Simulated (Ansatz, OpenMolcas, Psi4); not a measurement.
# CH5Si (SMILES C[SiH2]): methods side by side

CH5Si has 7 atoms, charge 0, and is taken as a doublet. As SMILES, `C[SiH2]`. Geometry: relaxed at PBE0-D4/def2-TZVP.

```tsv
atom	x (Å)	y (Å)	z (Å)
C	-0.1226	-0.8032	0.0952
Si	0.1762	1.0348	0.3140
H	-0.2048	-1.0549	-0.9666
H	0.6992	-1.3833	0.5195
H	-1.0471	-1.1077	0.5895
H	-0.9515	1.8464	-0.2257
H	1.4506	1.4680	-0.3260
```

Quantity: the vertical ionisation energy (to the singlet cation), in eV. The values are calculated.

| level | kind | program | value (eV) | less CCSD(T)/aug-cc-pVDZ |
| --- | --- | --- | --- | --- |
| USVWN5/aug-cc-pVDZ | LDA | Ansatz | 8.15 | +0.04 |
| UBLYP/aug-cc-pVDZ | GGA | OpenMolcas | 8.00 | -0.11 |
| U-r2SCAN0/aug-cc-pVDZ | hybrid meta-GGA | Ansatz | 8.39 | +0.28 |
| UBHLYP/aug-cc-pVDZ | global hybrid | OpenMolcas | 8.16 | +0.05 |
| U-wB97M-V/aug-cc-pVDZ | range-separated hybrid | Ansatz | 8.03 | -0.08 |
| UB2PLYP/aug-cc-pVDZ | double hybrid | Ansatz | 8.11 | 0.00 |
| RPA@PBE0/aug-cc-pVDZ | RPA | Ansatz | 8.26 | +0.15 |
| UMP2/aug-cc-pVDZ | perturbation theory | Psi4 | 8.07 | -0.04 |
| UCCSD(T)/aug-cc-pVDZ | coupled cluster or CI | Ansatz | 8.11 | 0.00 |
| FCI/STO-3G | full CI, core frozen | Ansatz | 5.26 | -2.85 |

Differences are taken from UCCSD(T)/aug-cc-pVDZ for orientation; it has basis-set and higher-order errors of its own. The values span 5.26 to 8.39 eV. High-level rows in very small sets aren't better than simpler rows in larger ones.

In the augmented basis the vertical ionisation energy falls between 8.00 and 8.39 eV, and UMP2 lies close to coupled cluster. This fits the removal of a single unpaired electron from a largely nonbonding orbital on pyramidal silicon: no electron pair is broken, so the change in correlation energy is probably modest.

The outlier is full CI in STO-3G, at 5.26 eV. Its fixed, minimal valence functions cannot let the singly occupied orbital spread out, and they lack polarisation functions at silicon. This probably penalises the neutral radical more than the cation, and exact correlation within that orbital space cannot restore the missing flexibility.

The density functionals do not improve steadily with sophistication: LDA lies closer to coupled cluster than the hybrid meta-GGA, which suggests some error cancellation and makes one close match weak evidence of general accuracy. Because silylium cations prefer a planar silicon centre, the adiabatic ionisation energy should be lower than the vertical one, by an amount these values do not determine.
